**Q:** I have a copper cell that was stretched in small steps, and the stresses for the last two steps are blank. How hard does the crystal pull inward there?

Ansatz 0.2.0, r2SCAN with plane waves and PAW, no spin polarization, for body-centred tetragonal copper (I4/mmm) in fixed, strained cells. Cutoff 300 eV, 24×24×24 k mesh for the one-atom primitive cell, Gaussian smearing of 0.15 eV. Pressure and stress are positive in compression; c/a refers to the conventional cell.

| volume (Å³/atom) | c/a | shortest distance (Å) | pressure (GPa) | stress xx (GPa) | stress zz (GPa) |
| --- | --- | --- | --- | --- | --- |
| 10.783 | 0.9392 | 2.413 | 12.220 | 12.000 | 12.670 |
| 11.114 | 0.9251 | 2.438 | 6.840 | 6.590 | 7.330 |
| 11.286 | 0.9395 | 2.450 | 4.220 | 4.190 | 4.290 |
| 11.627 | 0.9256 | 2.475 | -0.320 | -0.420 | -0.120 |
| 11.804 | 0.9397 | 2.487 | -2.540 | -2.460 | -2.690 |
| 12.156 | 0.9260 | 2.512 | ? | ? | ? |
| 12.338 | 0.9398 | 2.523 | ? | ? | ? |

**A:** Note first that this is body-centred tetragonal copper, not the ordinary face-centred metal. Positive stress means compression, so a negative pressure is the inward pull you ask about. Among the known rows the pressure falls with each increase in volume and passes through zero near 11.6 Å³ per atom. Both blank rows lie well beyond that point, so both should be under tension, the larger volume more so.

**Q:** Can I extend the last stretch of the curve as a straight line?

**A:** That would exaggerate the pull, because the crystal softens as it expands. Compare rows of nearly equal c/a, the ratio of the cell's height to its base edge. From 10.783 to 11.286 Å³ the pressure drops by 8.0 GPa; the next, slightly larger volume step lowers it by only 6.8 GPa. I expect the following drop at similar c/a to be smaller again.

**Q:** Why does it soften?

**A:** It can be understood as a contest between repulsion and attraction. Squeezing raises the kinetic energy of the outer electrons and pushes the filled d shells into each other, and this repulsion climbs steeply at short distance. The attraction that holds the metal together varies more gently. Stretching removes the steep part first, so each further step changes the pressure less. The table shows the softening; this account of its origin is theory.

**Q:** How do you turn that into a number?

**A:** Let the stiffness, $-V\,dP/dV$, where $P$ is pressure and $V$ volume, vary as a power $s$ of inverse volume. Integration gives the Murnaghan form, $P=a+b\,(V_0/V)^s$, with $V_0$ = 11.627 Å³, the known volume closest to zero pressure. I fitted $a$, $b$ and $s$ to the five known rows. For the first blank row, which took no part in the fit,

$$P=-46.65+46.3\left(\frac{11.627}{12.156}\right)^{3.188}\approx-6.5\ \text{GPa}.$$

The same formula gives −8.3 GPa at 12.338 Å³. I attach ±0.5 GPa to the first value and ±0.8 GPa to the second. These ranges are judgements: we are extrapolating, and five rows fix the exponent poorly.

**Q:** Will it pull equally along all axes?

**A:** No, and here the shape of the cell matters. The steps stretch the base and the height in turn, so c/a switches between about 0.94 and 0.93. If the cell resists being flattened, a lower c/a makes it push back along its short axis z, which raises stress zz relative to stress xx. The known rows behave this way: in a linear fit to them, lowering c/a by 0.01 at fixed pressure raises zz minus xx by about 0.3 GPa.

A second part of the difference follows the pressure, because equal strain along unequal axes produces unequal stress. Together the two parts predict −0.1 GPa at 12.156 Å³, near zero, and a clearly negative −0.6 GPa at 12.338 Å³, each ±0.3 GPa. The zigzag from row to row should persist. In face-centred cubic copper stretched equally along its three axes, symmetry would make the axial stresses equal, and only the softening would remain.

**Q:** Then let us see the calculation.

The withheld rows as computed:

| volume (Å³/atom) | c/a | shortest distance (Å) | pressure (GPa) | stress xx (GPa) | stress zz (GPa) |
| --- | --- | --- | --- | --- | --- |
| 12.156 | 0.9260 | 2.512 | -6.170 | -6.120 | -6.260 |
| 12.338 | 0.9398 | 2.523 | -7.960 | -7.790 | -8.280 |

**A:** Both pressures fall within their ranges, but both forecasts have too much tension, by 0.3 and 0.4 GPa, or about 5% of the computed values. The pressure drop at similar c/a did shrink again, to 5.4 GPa. It shrank more than the fitted formula predicted.

**Q:** What did the formula miss?

**A:** Perhaps only the right exponent, which five rows fix poorly. An exponent of 5, roughly what I recall for ordinary copper, errs the other way in both rows, so a value in between should land closer, though it would describe the known rows less well than the fitted one.

The form itself has a limit too. A power law lets the stiffness fade but never vanish, whereas the pressure curve of a real crystal has a lowest point, where the stiffness against uniform expansion reaches zero. On the way there the crystal must eventually soften faster than the power law. That also fits the direction of the misses, and these rows can't tell the two causes apart. The misses are smaller than a mismatch between stress zz and the energies that we meet below, so they may be partly numerical.

**Q:** And the difference between the axes?

**A:** Both values lie within their ranges, and the zigzag persists. The swing between the two new rows is smaller than predicted, however. My guess is that the resistance to a change of shape also weakens on expansion, whereas the fit holds it constant. The shortfall is only about 0.2 GPa, though, too little to settle the matter with these stresses.

**Q:** Could I read the cell's preferred shape from the point where the two stresses are equal?

**A:** Not from these data. Between 11.627 and 11.804 Å³ only the height changes, and the energies imply a mean stress zz of −2.1 GPa, while the printed stresses average −1.4 GPa. That gap is about as large as the biggest difference between the axes in the table. The plane-wave cutoff is below the advised one, which can disturb both the stresses and such small energy differences, but no run at a higher cutoff is here to test it. The fits and this comparison are in the output below.

Numerical output:

```
fit of pressure on 5 rows: constant -46.65 +/- 0.18, coefficient of (vref/vol)**s 46.3 +/- 0.16, s 3.188; rms 0.0257, worst 11.286 0.0393, leave-one-out rms 0.0627
  rows outside the fit (model, value, miss): 12.156 -6.472, -6.17, -0.302; 12.338 -8.331, -7.96, -0.371
fit of pressure on 5 rows: constant -28.18 +/- 0.48, coefficient of (vref/vol)**5 27.82 +/- 0.4; rms 0.132, worst 11.804 0.158, leave-one-out rms 0.293
  rows outside the fit (model, value, miss): 12.156 -5.907, -6.17, 0.263; 12.338 -7.502, -7.96, 0.458
fit of aniso on 5 rows: constant 28.21 +/- 2.9, coefficient of murn 0.06011 +/- 0.0041, coefficient of c_a -30.13 +/- 3.1; rms 0.0304, worst 11.286 0.0554, leave-one-out rms 0.0768
  rows outside the fit (model, value, miss): 12.156 -0.08289, -0.14, 0.0571; 12.338 -0.6105, -0.49, -0.121
volume of zero pressure in the free-exponent model, A^3/atom: 11.6
stiffness -dP/dlnV of that model at 11.627 A^3, GPa: 147.6
mean stiffness from 10.783 to 11.286 A^3 at c/a near 0.939, GPa: 175.5
mean stiffness from 11.286 to 11.804 A^3 at c/a near 0.939, GPa: 150.6
pressure drop from 10.783 to 11.286 A^3, GPa: 8
pressure drop from 11.286 to 11.804 A^3, GPa: 6.76
pressure drop from 11.804 to 12.338 A^3 as computed (revealed), GPa: 5.42
zz minus xx in the five known rows, GPa: 0.67, 0.74, 0.1, 0.3, -0.23
change of zz minus xx when c/a falls by 0.01 at fixed pressure in the model, GPa: 0.3013
mean xx stress from energies, 11.286 to 11.627 A^3, GPa: 2.124
mean xx stress as printed, same step, GPa: 1.885
mean zz stress from energies, 11.627 to 11.804 A^3, GPa: -2.136
mean zz stress as printed, same step, GPa: -1.405
```
